Seven d electrons in an octahedral field: reading the terms from their e occupation

An octahedral field splits the d shell into three t₂ orbitals and, 10Dq higher, two e orbitals. Seven electrons must trade the field energy saved in t₂ against the repulsion of pairing there, which the Racah parameters B and C measure. The table is the exact solution of this parametric one-shell model at 10Dq/B = 11. In a term symbol the leading digit is 2S + 1, the letters A, E, T mean one-, two- and threefold orbital degeneracy, and the last digit separates symmetry species. The mean number of e electrons is written n below. Configuration weights and exact crossings come from the standard Tanabe–Sugano matrices with nothing fitted, at the table's B, C and 10Dq except where one of them is varied. They return the table to its last digit, which shows consistency only, since they are the same model.

Ligand-field diagonalisation 1: exact diagonalisation of a parametric model of a d⁷ shell in an octahedral (Oh) field, without spin-orbit coupling, at Racah B = 520 cm⁻¹, C = 2390 cm⁻¹ and 10Dq = 5720 cm⁻¹. Term energies are relative to the lowest term; e electrons is the mean number of electrons in the cubic e pair of d orbitals.

```
term symbol  term energy (cm⁻¹)  term e electrons
        4T1                 0.0              2.07
        4T2              5024.2              3.00
         2E              5327.9              1.12
        2T1              9897.2              2.04
        2T2             10173.3              2.10
        4A2             10744.2              4.00
        4T1             12128.4              2.93
        2T1             12698.0              2.16
        2A1             14274.2              3.00
        2T2             15495.1              2.78
        2T1             16261.3              2.99
         2E             17445.7              3.02
        2T2             19231.4              3.16
        2T1             20024.4              3.35
         2E             21069.3              3.83
        2T2             22866.9              2.58
        2A2             24674.2              3.00
        2T1             24970.0              3.46
         2E             36333.9              3.03
        2T2             37084.3              3.38
```

1. Why is a quartet lowest?

High-spin t₂⁵e² keeps three unpaired spins parallel. Dropping one e electron into t₂ gives low-spin t₂⁶e¹, the lowest 2E, which gains 10Dq and, for pure configurations, pays 4B + 4C in repulsion:

4B + 4C − 10Dq = 11640 − 5720 = 5920 cm⁻¹

The price is about twice the gain, so 4T1 lies lowest. The table has 2E at 5328 cm⁻¹, and the difference is configuration mixing.

2. Why is n of the ground term 2.07 and not 2?

Repulsion mixes configurations of equal spin and symmetry, and 4T1 arises from both t₂⁵e² and t₂⁴e³. The matrix is two by two, with gap G = 10Dq + 9B = 10400 cm⁻¹ and coupling 6B = 3120 cm⁻¹:

W = √(G² + (12B)²) = √(10400² + 6240²) = 12128 cm⁻¹

admixture = (1 − G/W)/2 = 0.071, lowering = (W − G)/2 = 864 cm⁻¹

W is the energy of the upper 4T1, and the counts 2.07 and 2.93 follow. The lowest 2E takes in about 6 % of other configurations, mostly e³ (a pair lifted from t₂), and is lowered by 1456 cm⁻¹. Hence 5920 − 1456 + 864 = 5328 cm⁻¹. The unmixed free-ion terms 4F and 4P are the better start for quartet energies at this field, missing 4T2 by 448 cm⁻¹ against 864 cm⁻¹ for pure configurations, but they give n = 2.20.

3. Which counts are exact integers, and does a count near 3 mean a pure state?

4T2, 4A2, 2A1 and 2A2 each occur once, have no partner to mix with, and keep integer n. Their differences return the settings: 4A2 − 4T2 = 10Dq = 5720.0 cm⁻¹ and 2A2 − 2A1 = 20B = 10400.0 cm⁻¹. A near-integer mean proves less. The top 2E, with 3.03, is 85 % e³, 11 % e⁴ and 4 % e¹, and the admixtures nearly cancel: 3 + 0.11 − 2 × 0.04 = 3.03. Nor does n rise steadily with energy, since 4A2 with four e electrons lies below the upper 4T1, whose height is mostly repulsion.

4. Which terms move when the field changes?

The field energy of a term is 10Dq(n − 2.8), where 2.8 is two fifths of seven electrons. By the Hellmann–Feynman theorem,

dE/d(10Dq) = n(term) − n(ground)

This gives +1.93 for 4A2, −0.95 for the lowest 2E, the only steeply falling term, and −0.03 and +0.03 for the lowest 2T1 and 2T2, which rearrange spins mostly within t₂⁵e². Because 10Dq varies with bond length, theory associates steep terms with broad bands and flat ones with narrow lines, but the model has no vibrations and cannot show this.

5. At what field does the ion turn low-spin?

The table has one field, so the slope gives a tangent:

10Dq = 5720 + 5327.9/0.95 = 11328 cm⁻¹

with about ±60 cm⁻¹ from the rounding of the two counts. The matrices give 11208 cm⁻¹, or 21.55 B. The tangent overshoots by twice its uncertainty because the slope steepens as the field rises. Both terms grow purer, with opposite effects: the fall of n in 2E, from 1.12 to 1.055 at the crossing, steepens the slope, while the smaller fall in 4T1, from 2.07 to 2.035, partly offsets it. The net change is from −0.95 to −0.98. The unmixed value 4B + 4C lies 3.9 % above the matrix result. Nearer crossings are better predicted: 4A2 passes the upper 4T1 at 7014 ± 12 cm⁻¹ by tangent and 7020 cm⁻¹ (13.5 B) by the matrices. A real crossover would differ, since emptying an antibonding e orbital shortens the bonds and raises 10Dq, and an E state is Jahn–Teller active.

6. What changes with softer repulsion or a reversed field?

Lowering B and C by 10 %, at fixed 10Dq, a common way to mimic a more covalent ligand in a model without covalency, moves 4T2 and 4A2 up by only 31 cm⁻¹. The spacings between quartets do not depend on C, and for these two the B dependence largely cancels against the ground-term lowering. The lowest 2E drops by 1081 cm⁻¹, below 4T2. The crossover scales to 0.9 × 11208 = 10087 cm⁻¹. Most of that is due to C: 10353 cm⁻¹ with C alone reduced, 10944 cm⁻¹ with B alone. Reversing the sign of the field gives the pattern of tetrahedral d⁷ or octahedral d³. The unmixable 4A2 becomes the ground term and 4T2 lies at exactly 10Dq, although a tetrahedral field is in practice roughly half as large.

7. Which digits can be trusted?

The 0.1 cm⁻¹ digit is a property of the diagonalisation at the given parameters, not of any compound. Spin-orbit coupling, expected to be some hundreds of cm⁻¹ for a 3d ion but not computed here, is absent; it would split the ground 4T1 and mix doublets with quartets. The 304 cm⁻¹ between 4T2 and 2E is of that size and would also vanish for a field 2.8 % stronger, so this order is not settled. The 5328 cm⁻¹ that makes the ion high-spin is far larger. In absolute energy the top doublets are the least safe, because one d shell knows no charge transfer and the highest 2E moves by 32 cm⁻¹ for each cm⁻¹ in B. Relative to its own energy the lowest 2E is the most sensitive term: lowering B and C by 10 % moves it by 20 %, the highest 2E by 8.5 %.
